Q: I measure thin aluminium films and know the metal only as a good conductor. This is the density of states from a density-functional calculation on the bulk crystal. What am I looking at?

Fcc aluminium in an unrelaxed one-atom cell, computed with Ansatz 0.2.0 using PBE, scalar-relativistic PAW datasets and plane waves up to 420 eV, without spin polarization, on a 14×14×14 k-mesh with Fermi–Dirac smearing of 0.0224 eV. The densities of states count both spins and are averages over 0.50 eV bins, obtained with the tetrahedron method.

```tsv
bin centre from the Fermi level (eV)	total (states/eV/cell)	on Al p (states/eV/cell)	on Al s (states/eV/cell)
-11.28	0.00	0.00	0.00
-10.78	0.03	0.01	0.02
-10.28	0.09	0.04	0.05
-9.78	0.12	0.07	0.06
-9.28	0.15	0.09	0.06
-8.78	0.17	0.11	0.06
-8.28	0.19	0.13	0.07
-7.78	0.21	0.14	0.07
-7.28	0.23	0.16	0.08
-6.78	0.25	0.17	0.08
-6.28	0.27	0.18	0.08
-5.78	0.28	0.19	0.09
-5.28	0.30	0.21	0.09
-4.78	0.34	0.23	0.10
-4.28	0.32	0.23	0.09
-3.77	0.32	0.23	0.09
-3.27	0.37	0.26	0.10
-2.77	0.39	0.28	0.11
-2.27	0.37	0.27	0.10
-1.77	0.34	0.23	0.10
-1.27	0.38	0.27	0.10
-0.78	0.41	0.27	0.12
-0.28	0.40	0.28	0.11
0.23	0.41	0.25	0.13
0.72	0.43	0.26	0.14
1.23	0.42	0.27	0.12
1.73	0.46	0.29	0.13
2.23	0.46	0.28	0.13
2.73	0.48	0.29	0.13
3.23	0.48	0.29	0.13
3.73	0.50	0.31	0.12
4.22	0.50	0.31	0.11
4.72	0.55	0.35	0.11
5.22	0.59	0.40	0.10
5.72	0.61	0.42	0.09
6.22	0.57	0.39	0.08
6.72	0.55	0.36	0.07
7.22	0.53	0.33	0.06
7.72	0.54	0.30	0.05
```

A: Each row tells how many electron states the crystal offers per electronvolt at a given energy, counted from the Fermi level. States below zero are filled and those above are empty. The total shows no gap at the Fermi level, as it must in a metal. The other two columns give the parts of the total that look like s or p orbitals on the aluminium atoms.

Q: The total rises steeply at first and then more and more slowly. Why that shape?

A: Think of electrons in an empty box. Each is a wave with wave number $k$, and its energy $E$ above the lowest state grows as $k^2$. The number of waves up to $k$ is proportional to the volume of a sphere of radius $k$, so it grows as $k^3$, hence as $E^{3/2}$. The density of states is the slope of that count, so it grows as $\sqrt{E}$.

The table lets you test this. The band starts near −10.9 eV, so the row at −0.28 eV lies about four times as high above the bottom as the row at −8.28 eV. The law then asks for a doubling, and the total goes from 0.19 to 0.40.

Q: That tests the shape. Does the box also give the size?

A: It does, from the number of electrons and the volume alone. Three valence electrons share a cell of about 17 Å³, and filling the sphere of waves with them gives the filled width

$$E_F=\frac{\hbar^2}{2m}\left(3\pi^2\,\frac{3}{17\ \text{Å}^3}\right)^{2/3}\approx 11.5\ \text{eV},$$

where $m$ is the electron mass and $\hbar^2/2m$ is 3.8 eV Å². Because the count grows as $E^{3/2}$, its slope at the top is $\tfrac32\times 3/11.5\approx 0.39$ states per eV.

The two bins beside the Fermi level hold 0.40 and 0.41, and the computed band is about 0.6 eV narrower than the box predicts. The output printed below compares this law, which has no adjustable constant, with selected rows.

Q: Yet aluminium has atoms in it, and the curve isn't smooth. It drops after −2.77 eV, for instance.

A: There the box fails, because it has no lattice. When half the wavelength matches the spacing of a set of atomic planes, the wave is reflected and becomes a standing wave. Two such waves exist, placed differently relative to the atoms, and so their energies differ. Just below the lower one the energy hardly changes with $k$, which crowds states together. Beyond it the density falls until the upper one comes in.

For the two most widely spaced sets of planes in this crystal, free electrons reach that condition at about −4.7 and −2.4 eV if counted from the Fermi level, or at −4.1 and −1.8 eV if counted from the band bottom. The total drops after −4.78 eV and again after −2.77 eV, near these energies. The assignment rests on this match and on theory. The second drop, 0.05, is the clearer one and the first is only 0.02; a denser mesh of $k$ points would have to confirm both. I wouldn't read anything into ripples of a few hundredths near the Fermi level.

Q: The free atom has two 3s electrons and one 3p electron. Where are they here?

A: They have lost their separate identities. Adding up the filled bins gives about 0.9 electrons on s and 2.0 on p, nearly the reverse of the atom. A closed s shell would have all its states below the Fermi level, but the table holds almost as many s states above it as below. The exact split depends on the orbitals chosen for the projection, since they overlap strongly, but s and p clearly mix over most of the filled band.

Q: What drives that mixing?

A: The wavelength. A long wave has nearly the same sign all across an atom, as an s orbital has. A shorter one changes sign from one side of the atom to the other, as a p orbital does. The wavelength shortens as the energy rises, so the s share falls, from nearly all at the very bottom to 30% in the middle of the filled band. And because the count grows so fast with $k$, most of the filled waves are of the shorter kind, which is why p outweighs s in the sum.

From the middle of the filled band to the Fermi level, though, the s share hardly changes. The likely reason is the reflection by the lattice: in aluminium the upper of the two standing waves is expected to be the s-like one, so it brings some s character back.

The start of that fall is blurred in the table, whose bins are wide compared with the energies over which it happens. In finer bins from the same calculation, not shown here, the longest waves are nearly all s, as the wavelength argument asks, and a little higher the share is still 77%. It is down to about half in the row at −10.28 eV, less than 1 eV above the bottom. The projection may add to so quick a fall: the p orbitals of neighbouring atoms overlap so strongly that together they can also follow a fairly long wave, and they are then credited with part of it.

Q: And the peak at 5.72 eV? By then I'd have expected a gentle slope.

A: So would the box, and the peak stands 27% above it. The table does show its character: from 4.22 eV upwards the total gains 0.11, and the p part gains the same amount. Reflection from further sets of planes may crowd p-like states there, but that is a guess.

Above the peak the s and p parts fade faster than the total, and at 7.72 eV about a third of the states belong to neither. Such short waves change sign more often within an atom, so they probably need d-like shapes, or s and p shapes with an extra node, as well. Which standing waves make the peak, and what the unassigned third consists of, could be settled by plotting the bands along $k$ with d orbitals and further s and p orbitals added to the projection.

Printed output of the fit:

```
free-electron filled width, eV: 11.46
free-electron density at the Fermi level, states/eV/cell: 0.3927
band bottom estimated from the first filled bin, eV: -10.87
mean of the two bins beside the Fermi level, states/eV/cell: 0.405
total at -0.28 over total at -8.28 eV, ratio: 2.105
same ratio from the square-root law with the estimated bottom: 2.024
total above free-electron value at -5.28 eV, percent: 4.032
total above free-electron value at -2.77 eV, percent: 14.05
total above free-electron value at -1.77 eV, percent: -5.845
total above free-electron value at 5.72 eV, percent: 26.86
free-electron energy at L counted from the Fermi level, eV: -4.696
free-electron energy at X counted from the Fermi level, eV: -2.441
energy at L if counted from the estimated bottom, eV: -4.102
energy at X if counted from the estimated bottom, eV: -1.847
change of total from -4.78 to -3.77 eV, states/eV/cell: -0.02
change of total from -2.77 to -1.77 eV, states/eV/cell: -0.05
electrons in the bins below the Fermi level, total: 2.965
electrons in the bins below the Fermi level, Al s: 0.915
electrons in the bins below the Fermi level, Al p: 2.025
empty Al s states above the Fermi level within the table: 0.85
empty Al p states above the Fermi level within the table: 2.55
Al s share of the total at -10.28 eV, percent: 55.56
Al s share of the total at -5.28 eV, percent: 30
Al s share of the total at 5.72 eV, percent: 14.75
part on neither s nor p at -0.28 eV, states/eV/cell: 0.01
part on neither s nor p at 5.72 eV, states/eV/cell: 0.1
part on neither s nor p at 7.72 eV, states/eV/cell: 0.19
rise of total from 4.22 to 5.72 eV, states/eV/cell: 0.11
rise of Al p from 4.22 to 5.72 eV, states/eV/cell: 0.11
change of total from 5.72 to 7.72 eV, states/eV/cell: -0.07
change of Al p from 5.72 to 7.72 eV, states/eV/cell: -0.12
```
